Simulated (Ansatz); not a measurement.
## A series in volume scale on CdClO

All results are calculated (Ansatz 0.2.0). Free energy against uniform scaling of the volume at fixed shape and fractions; periodic cell, basis, potentials, k mesh and filling as listed.

The cell before it is scaled or strained (space group P6_3mc, No. 186):
```
CdClO
1.0
      3.8244     0.0000     0.0000
     -1.9122     3.3121     0.0000
      0.0000     0.0000     9.5943
Cd Cl O
2 2 2
Direct
  0.33333 0.66667 0.51906
  0.66667 0.33333 0.01906
  0.33333 0.66667 0.83872
  0.66667 0.33333 0.33872
  0.00000 0.00000 0.57922
  0.00000 0.00000 0.07922
```

Settings of every row: functional PBE; dispersion none; potentials PAW; wave cutoff 420 eV; density cutoff 1680 eV; k mesh 7x7x3; k shift 0x0x0; occupations cold; smearing width 0.01 eV; spin none.

Limits: coarse k mesh, up to 40 meV an atom off; the cell comes from a prototype or a list of computed structures and needn't be the stable phase.

```csv
row,volume scale,V (Å³/atom),energy above lowest point (meV/atom),pressure (GPa)
1,0.9406,19.052,0,0.11
2,0.9703,19.653,3,-1.65
3,1,20.255,?,?
4,1.0297,20.856,25.9,-4.3
5,1.0594,21.458,44,-5.3
```

Question: what energy above lowest point and pressure should row 3 give?

Worked fit of energy above lowest point. Take u = (V_r/V)^(2/3) − 1 with V_r = 20.255 Å³ an atom, which is twice the finite (Eulerian) strain; such expansions in the strain, on which the Birch-Murnaghan equation of state is built, carry the rest volume and the bulk modulus. The shown rows have u = 0.04166, 0.02032, -0.0193, -0.03773. Least squares give energy above lowest point = 11.96 − 582.7 × u + 7080 × u² meV/atom; a straight line predicts inner rows, each left out in turn, worse (root mean square 6.4 against 0.13 meV/atom). The rows lie off it by 0.0, 0.0, 0.1, 0.0. Its lowest point lies at u = 0.0412, or V = 19.07 Å³ an atom, and the curvature there gives the bulk modulus at fixed shape and fractions, B = (4/9)(1 + u)² E″(u)/V = 57.3 GPa. Letting shape and atoms relax would as a rule lower it, by much in layered, chain or molecular crystals. The withheld row has u = 0, so the fit gives 11.96 − 582.7 × (0) + 7080 × (0)² = 12.0 meV/atom.

The calculation gave 12 meV/atom. The fit meets it to the printed digit.

Worked fit of pressure. Take u = (V_r/V)^(2/3) − 1 with V_r = 20.255 Å³ an atom, which is twice the finite (Eulerian) strain; such expansions in the strain, on which the Birch-Murnaghan equation of state is built, carry the rest volume and the bulk modulus. The shown rows have u = 0.04166, 0.02032, -0.0193, -0.03773. Least squares give pressure = −3.103 + 67.09 × u + 238.7 × u² GPa; a straight line predicts inner rows, each left out in turn, worse (root mean square 0.22 against 0.023 GPa). The rows lie off it by 0.00, -0.01, 0.01, -0.01. The pressure vanishes at u = 0.0404, or V = 19.09 Å³ an atom, and there the bulk modulus at fixed shape and fractions is B = −V dP/dV = (2/3)(1 + u) dP/du = 59.9 GPa. Letting shape and atoms relax would as a rule lower it, by much in layered, chain or molecular crystals. The withheld row has u = 0, so the fit gives −3.103 + 67.09 × (0) + 238.7 × (0)² = -3.10 GPa.

The calculation gave -3.09 GPa. The fit lies 0.01 GPa (0.18 % of the column's range) below it, one unit of the last digit.
